\section*{Solution key: frequency moments, the high-frequency kernel and the dipole sums of Be-like ions}

Hartree atomic units are used. The ground state is a closed shell with real wave function and density $n_0$. Two-point functions are operators, $\langle a|M|b\rangle=\iint a(\mathbf r)M(\mathbf r,\mathbf r')b(\mathbf r')$, and $f_{\rm Hxc}=v_c+f_{\rm xc}$, with $v_c=1/|\mathbf r-\mathbf r'|$, is the kernel of the spin-summed response. Large-frequency limits are taken along $\omega=iu$, $u\to\infty$, away from poles and cuts.

\subsection*{(a) Show that $\chi$ and $\chi_s$ share the first moment}

For $\hat A=\sum_i a(\mathbf r_i)$ and excitation energies $\Omega_n$,
\begin{equation}
\langle a|\chi|a\rangle=\sum_n\frac{2\Omega_n|A_{n0}|^2}{\omega^2-\Omega_n^2},\qquad
\chi=\frac{M_1}{\omega^2}+\frac{M_3}{\omega^4}+o(\omega^{-4}),\qquad
\langle a|M_k|a\rangle=\sum_n 2\Omega_n^k|A_{n0}|^2 .
\end{equation}
Closure turns the first moment into a double commutator, to which only the kinetic energy contributes because $\hat A$ commutes with every multiplicative potential:
\begin{equation}
\langle a|M_1|a\rangle=\langle[\hat A,[\hat H,\hat A]]\rangle=\int n_0|\nabla a|^2,
\qquad M_1=-\nabla\cdot(n_0\nabla).
\end{equation}
The Kohn--Sham (KS) system has the same kinetic operator, a local potential and the same $n_0$, so $M_1^s=M_1$. $M_1$ annihilates constants and is positive otherwise. It maps potentials, taken modulo a constant, onto density changes of zero integral, and $M_1^{-1}$ is meant on that space.

\subsection*{(b) Derive the high-frequency limit of the kernel}

Write $\chi=\omega^{-2}M_1\,[1+\omega^{-2}M_1^{-1}M_3+\dots]$ and invert:
\begin{equation}
\chi^{-1}=\omega^2M_1^{-1}-M_1^{-1}M_3M_1^{-1}+o(1).
\end{equation}
The same holds for $\chi_s$ with $M_3^s$. The Dyson equation $\chi=\chi_s+\chi_sf_{\rm Hxc}\chi$ is equivalent to $f_{\rm Hxc}=\chi_s^{-1}-\chi^{-1}$. The $\omega^2$ terms cancel by (a), and
\begin{equation}
v_c+f_{\rm xc}(\infty)=M_1^{-1}\,(M_3-M_3^s)\,M_1^{-1},
\qquad M_3=M_3^s+M_1f_{\rm Hxc}(\infty)M_1 .
\label{eq:main}
\end{equation}
Two qualifications belong to a full answer. The kernel is fixed only between densities of zero integral, that is up to terms $g(\mathbf r)+g(\mathbf r')$. And the expansion must be stopped at $M_3$ for an atom. In acceleration form the dipole strength per unit energy is proportional to $\Omega^{-3}k\,|\langle\mathbf k|z/r^3|\phi\rangle|^2$; the singularity of $z/r^3$ makes the matrix element fall as $1/k$, and with $k\propto\Omega^{1/2}$ the strength falls as $\Omega^{-7/2}$. Then $M_3$ is finite, $M_5$ diverges, and the remainder of $\chi$ is of order $u^{-9/2}$, which is still $o(u^{-4})$.

\subsection*{(c) State and prove the converse, and apply it to the TRK sum of Be}

Insert $\chi_s\simeq M_1/\omega^2$ into $\chi=(1-\chi_sf_{\rm Hxc})^{-1}\chi_s$. If $f_{\rm Hxc}/\omega^2\to0$, the bracket tends to one and $\omega^2\chi\to M_1$. A bounded kernel is sufficient, and a bounded kernel with a limit also obeys the second form of Eq.~\eqref{eq:main}. To read the coefficient of $\omega^{-2}$ as a sum over real excitations, $\chi$ must also be analytic in the upper half plane, so the kernel must be causal and the ground state stable. The growth condition cannot be dropped: $f_{\rm Hxc}=\lambda\omega^2M_1^{-1}$ gives $\omega^2\chi\to M_1/(1-\lambda)$.

Define $f_n=2\Omega_n|\langle n|\sum_iz_i|0\rangle|^2$ and $S_k=\sum_nf_n\Omega_n^k$, continuum included. Then $S_0=\langle z|M_1|z\rangle=\int n_0=N$, the Thomas--Reiche--Kuhn (TRK) sum, and $S_2=\langle z|M_3|z\rangle$. The RPA kernel $v_c$ and the ALDA kernel $v_c+\delta(\mathbf r-\mathbf r')\,d^2(n\epsilon_{\rm xc})/dn^2$ do not depend on frequency, so for Be
\begin{equation}
S_0^{\rm KS}=S_0^{\rm RPA}=S_0^{\rm ALDA}=4 .
\end{equation}
Casida's matrix form shows the mechanism. For KS transitions $q$ with energies $\omega_q$, dipole elements $z_q$ and $K_{qq'}=\langle\Phi_q|f_{\rm Hxc}|\Phi_{q'}\rangle$ between orbital products $\Phi_q$, the singlet problem is
\begin{equation}
\mathsf W_{qq'}=\omega_q^2\delta_{qq'}+4\sqrt{\omega_q}\,K_{qq'}\sqrt{\omega_{q'}},\qquad
\mathsf W\mathbf F_n=\Omega_n^2\mathbf F_n,\qquad f_n=(\mathbf x\cdot\mathbf F_n)^2,\quad x_q=2\sqrt{\omega_q}\,z_q .
\end{equation}
The $\mathbf F_n$ are orthonormal and complete, so
\begin{equation}
S_0=\mathbf x\cdot\mathbf x,\qquad
S_2=\mathbf x\cdot\mathsf W\mathbf x=S_2^{\rm KS}+16\sum_{qq'}\omega_qz_qK_{qq'}\omega_{q'}z_{q'} .
\end{equation}
The kernel rotates strength between lines and cannot create it. In a finite basis the response sum equals the KS sum in that basis, which need not be 4, so a shortfall tests the basis and not the kernel. With the $2s\to2p$ transition alone, the kernel shifts the energy and leaves the strength unchanged. The Tamm--Dancoff problem, with matrix $\omega_q\delta_{qq'}+2K_{qq'}$, normalised eigenvectors $\mathbf X_n$ and $f_n=4\Omega_n(\mathbf z\cdot\mathbf X_n)^2$, gives $S_0^{\rm KS}+8\,\mathbf z\cdot K\mathbf z$ and does not conserve the sum.

\subsection*{(d) Find the dipole third moment for each kernel}

Since $i[\hat H,\sum_iz_i]=\hat P_z$, closure gives $S_2=\langle[\hat P_z,[\hat H,\hat P_z]]\rangle$. The kinetic energy and the electron--electron repulsion commute with the total momentum, so only the one-body potential is left. For a spherical density and $v_{\rm ext}=-Z/r$,
\begin{equation}
S_2=\int n_0\,\partial_z^2v_{\rm ext}=\tfrac13\int n_0\nabla^2v_{\rm ext}=\frac{4\pi}{3}Zn_0(0).
\label{eq:exact}
\end{equation}
For the KS system replace $v_{\rm ext}$ by $v_{\rm ext}+v_{\rm H}+v_{\rm xc}$, use $\nabla^2v_{\rm H}=-4\pi n_0$ and integrate the last term by parts:
\begin{equation}
S_2^{\rm KS}=S_2-H+X,\qquad H=\frac{4\pi}{3}\int n_0^2,\qquad X=-\tfrac13\int\nabla n_0\cdot\nabla v_{\rm xc}.
\end{equation}
In Eq.~\eqref{eq:main}, $M_1z=-\partial_zn_0$, which is the density change of a rigid shift. The kernel therefore adds $\langle\partial_zn_0|f_{\rm Hxc}(\infty)|\partial_zn_0\rangle$. The Coulomb part is $\int\partial_zn_0\,\partial_zv_{\rm H}=-\int n_0\,\partial_z^2v_{\rm H}=H$. The ALDA part is $\int f_{\rm xc}(\partial_zn_0)^2=\int\partial_zn_0\,\partial_zv_{\rm xc}^{\rm LDA}=-X^{\rm LDA}$ by the chain rule. Hence
\begin{equation}
S_2^{\rm RPA}=S_2+X,\qquad S_2^{\rm ALDA}=S_2+X-X^{\rm LDA},\qquad
\langle\partial_zn_0|f_{\rm xc}(\infty)|\partial_zn_0\rangle_{\rm exact}=-X .
\end{equation}
On a self-consistent LDA ground state $X=X^{\rm LDA}$, and ALDA obeys Eq.~\eqref{eq:exact} with its own $n_0(0)$, while RPA exceeds it by $X$. In LDA $X$ is positive because $f_{\rm xc}<0$. The statement concerns one matrix element only. It does not say that ALDA equals $f_{\rm xc}(\infty)$ as an operator.

\subsection*{(e) Evaluate the terms for Li$^+$, Be, C$^{2+}$ and O$^{4+}$}

\emph{Inputs.} The functionals $S_2$, $H$ and $X$ are evaluated on an approximate model density, which stands in for the self-consistent one. It has two electrons in a normalised Slater $1s$ function $\propto e^{-\zeta_1r}$ and, except for Li$^+$, two in a Slater $2s$ function $\propto re^{-\zeta_2r}$ orthogonalised to it. Slater's screening rules give the approximate exponents $\zeta_1=Z-0.30$ and $\zeta_2=(Z-2.05)/2$. The potential is exchange-only LDA, $v_{\rm x}=-(3n/\pi)^{1/3}$, $f_{\rm x}=-\tfrac13(3/\pi)^{1/3}n^{-2/3}$.

With $t=\zeta_1r$, $s=\zeta_2/\zeta_1$, $b=\sqrt{s^5/3}$ and the overlap $\sigma=24b/(1+s)^4$,
\begin{equation}
n_0=\frac{2\zeta_1^3}{\pi(1-\sigma^2)}\,g(t),\qquad
g=e^{-2t}-2\sigma b\,te^{-(1+s)t}+b^2t^2e^{-2st},\qquad
S_2=\frac{8Z\zeta_1^3}{3(1-\sigma^2)} .
\end{equation}
Substitution into $H$ and into $X=\tfrac19(3/\pi)^{1/3}\int|\nabla n_0|^2n_0^{-2/3}$ gives $H/S_2=\eta/Z$ and $X/S_2=\xi/Z$, with
\begin{equation}
\eta=\frac{8\,I_H}{1-\sigma^2},\quad I_H=\int_0^\infty t^2g^2dt,\qquad
\xi=\frac13\Big(\frac{6}{\pi^2}\Big)^{1/3}\frac{I_X}{(1-\sigma^2)^{1/3}},\quad I_X=\int_0^\infty t^2g'^2g^{-2/3}dt .
\end{equation}
For the core alone, $g=e^{-2t}$ and $\sigma=0$, so $I_H=1/32$, $I_X=27/64$, $\eta=1/4$ and $\xi=\tfrac{9}{64}(6/\pi^2)^{1/3}=0.119$. For four electrons $I_H$ is a sum of elementary integrals and $I_X$ is found by quadrature. Entries below are computed from the listed exponents without intermediate rounding; $S_0$ holds for KS, RPA and ALDA alike, and $S_2$ is in hartree$^2$.

\begin{center}
\begin{tabular}{lcccccccccc}
\hline
 & $Z$ & $\zeta_1$ & $\zeta_2$ & $\sigma$ & $S_0$ & $S_2$ & $\eta$ & $\xi$ & $H/S_2$ & $X/S_2$\\
\hline
Li$^+$ & 3 & 2.70 & -- & 0 & 2 & 157 & 0.250 & 0.12 & 8.3\% & 4.0\%\\
Be & 4 & 3.70 & 0.975 & 0.194 & 4 & 561 & 0.255 & 0.12 & 6.4\% & 3.0\%\\
C$^{2+}$ & 6 & 5.70 & 1.975 & 0.298 & 4 & $3.25\times10^3$ & 0.260 & 0.12 & 4.3\% & 2.0\%\\
O$^{4+}$ & 8 & 7.70 & 2.975 & 0.348 & 4 & $1.11\times10^4$ & 0.263 & 0.12 & 3.3\% & 1.5\%\\
\hline
\end{tabular}
\end{center}

For Be the model gives $H=35.8$ and $X=16.7$. The three levels then read $S_2^{\rm KS}=542$, $S_2^{\rm RPA}=578$ and $S_2^{\rm ALDA}=561$ hartree$^2$: KS lies 3.4\% below the value of Eq.~\eqref{eq:exact} for this density, RPA lies 3.0\% above it, and ALDA coincides with it, while all three TRK sums are 4.

\subsection*{(f) Explain the trends and the limits of the numbers}

\emph{Why $S_0$ is blind to the kernel and $S_2$ is not.} Each factor $\chi_s$ carries $\omega^{-2}$. The first term that contains a bounded kernel, $\chi_sf_{\rm Hxc}\chi_s$, is of order $\omega^{-4}$. It cannot reach $M_1$, and it enters $M_3$ linearly; terms of second order in the kernel start at $\omega^{-6}$. So $S_0$ counts electrons, 2 for Li$^+$ and 4 along the Be series, and $S_2$ is the first coefficient of the high-frequency expansion that separates RPA from ALDA. That expansion contains only the sums with even $k\ge0$. For general $k$ the Casida form gives $S_k=\mathbf x\cdot\mathsf W^{k/2}\mathbf x$, so in general every sum with $k\neq0$ depends on the kernel, including $S_1$, $S_{-1}$ and the static polarizability $S_{-2}$; for a single line $S_k=f\,\Omega^k$, and $\Omega$ shifts with $K$.

\emph{Why the kernel share falls as $1/Z$.} With lengths in units of $1/\zeta_1$, the density scales as $\zeta_1^3$. Then $\int n_0^2\propto\zeta_1^{6-3}$ and $\int|\nabla n_0|^2n_0^{-2/3}\propto\zeta_1^{2+4-3}$, so both kernel terms scale as $\zeta_1^3$, like $n_0(0)$. The nuclear term has the extra factor $Z$. The kernel terms come from forces between electrons, whose strength does not grow with the nuclear charge, and the last two columns are halved, or nearly halved, from Be to O$^{4+}$.

\emph{Why $\eta$ and $\xi$ barely move.} The vector $M_1z=-\partial_zn_0$ is largest in the core, where the density is high and steep, and the kernel is sampled there. The valence shell acts through $s$ alone, in two opposing ways. Orthogonalisation raises the central density by $1/(1-\sigma^2)$, and the negative cross term in $g$ lowers the shape integrals. For O$^{4+}$ the factors relative to the bare core are 1.14 and 0.93 for $\eta$, which is quadratic in the density, and 1.04 and 0.96 for $\xi$, which is of degree $4/3$. The first pair leaves a rise of 5\%; the second cancels to better than 1\%. The same weighting is seen in the spectrum of Be: $\sqrt{S_2/S_0}=11.8$ hartree, whereas a valence line at a typical energy of 0.2 hartree can add at most $4\times0.2^2=0.16$ hartree$^2$ to $S_2$. The condition on $f_{\rm xc}(\infty)$ in (d) thus says almost nothing about the $2s\to2p$ line.

\emph{Why $X$ is about half of $H$.} For a two-electron singlet the exact exchange potential is $-v_{\rm H}/2$ and the exchange kernel is $-v_c/2$, which gives $X=H/2$ and $\xi=1/8$ on the exponential density. Exchange here removes the self-interaction in the Hartree restoring force, which RPA keeps in full. LDA exchange gives 0.119 in place of $1/8$. If the ALDA exchange kernel is combined with the exact-exchange KS potential, the cancellation in (d) is incomplete and the residue is $0.006\,S_2/Z$, or 0.2\% of $S_2$ for Li$^+$, against 4.2\% ($1/8Z$) for RPA on the same potential.

\emph{Neglected correlation.} In the core the high-density form $\epsilon_{\rm c}\simeq A\ln r_s+B$, with $A=(1-\ln2)/\pi^2=0.0311$ taken as an approximate input and $r_s=(3/4\pi n)^{1/3}$, gives $f_{\rm c}=-A/(3n)$. On the core density $\int|\nabla n_0|^2/n_0=8\zeta_1^2$, so the addition to $\xi$ is $A/(3\zeta_1)$. This is about 3\%, 2\% and 1\% of $\xi$ for Li$^+$, Be and O$^{4+}$, which is why $\xi$ is tabulated to two figures. Correlation cancels between $X$ and $X^{\rm LDA}$ in a consistent LDA/ALDA calculation in the same way as exchange.

\emph{Model density.} The absolute $S_2$ is sensitive to the inputs. The screened exponent does not satisfy the nuclear cusp condition, and replacing $\zeta_1=3.70$ by $Z=4$ at fixed $s$ multiplies $S_2$, $H$ and $X$ of Be by $(4/3.70)^3=1.26$. That change is far larger than the 3\% kernel effects, so the $S_2$ column only sets the scale. The ratios are unaffected by this rescaling, since $\zeta_1$ has dropped out of $\eta$ and $\xi$, and they depend only weakly on $s$. The orderings $S_2^{\rm KS}<S_2^{\rm ALDA}<S_2^{\rm RPA}$ require only $0<\xi<\eta$, which holds with a margin of a factor of two in all four cases.